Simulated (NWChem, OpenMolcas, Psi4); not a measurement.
**How methods differ on C2HClFIn (SMILES C#[C][In]([F])[Cl])**

C2HClFIn has 6 atoms, charge 0, and is taken as a singlet. As SMILES, `C#[C][In]([F])[Cl]`. Geometry: relaxed at PBE0-D4/def2-TZVP.

Each level gives the HOMO–LUMO gap (eV). The values are calculated.

| level | kind | program | value (eV) |
| --- | --- | --- | --- |
| HF/def2-SVP (core potential) | Hartree–Fock | NWChem | 12.60 |
| BP86/def2-SVP (density fitting, core potential) | GGA | Psi4 | 4.89 |
| r2SCAN/def2-SVP (core potential) | meta-GGA | OpenMolcas | 5.46 |
| B3LYP/def2-SVP (core potential) | global hybrid | OpenMolcas | 6.47 |
| BHLYP/def2-SVP (core potential) | global hybrid | OpenMolcas | 8.81 |
| M06-2X/def2-SVP (core potential) | hybrid meta-GGA | OpenMolcas | 8.82 |
| PBE0/def2-SVP (core potential) | global hybrid | OpenMolcas | 7.02 |
| B2PLYP/def2-SVP (core potential) | double hybrid | OpenMolcas | 9.03 |

The values span 4.89 to 12.60 eV. Orbital gaps aren't excitation energies, and those of double hybrids come from the SCF part alone; they tend to grow with the share of exact exchange.

The gap widens from 4.89 eV with BP86 to 12.60 eV with Hartree–Fock, but exact exchange doesn't account for every step. BP86 and r2SCAN both lack it and still differ, and M06-2X lies marginally below B2PLYP despite a slightly larger share. BHLYP and M06-2X nearly coincide, although their semilocal parts are quite different. The main trend probably arises because exact exchange removes an occupied electron's interaction with itself, while an empty orbital feels the repulsion of all the electrons, so the two sets of levels move apart.

Chemically, a wide gap suits indium in the form of closed-shell In(III) bound to electronegative ligands. The HOMO is probably ethynyl π in character, perhaps mixed with chlorine lone pairs, and the LUMO probably has a large contribution from the empty indium valence p orbital, the origin of Lewis acidity in such compounds. Without an ionisation energy and electron affinity for comparison, the spread doesn't show which level comes closest to the fundamental gap.
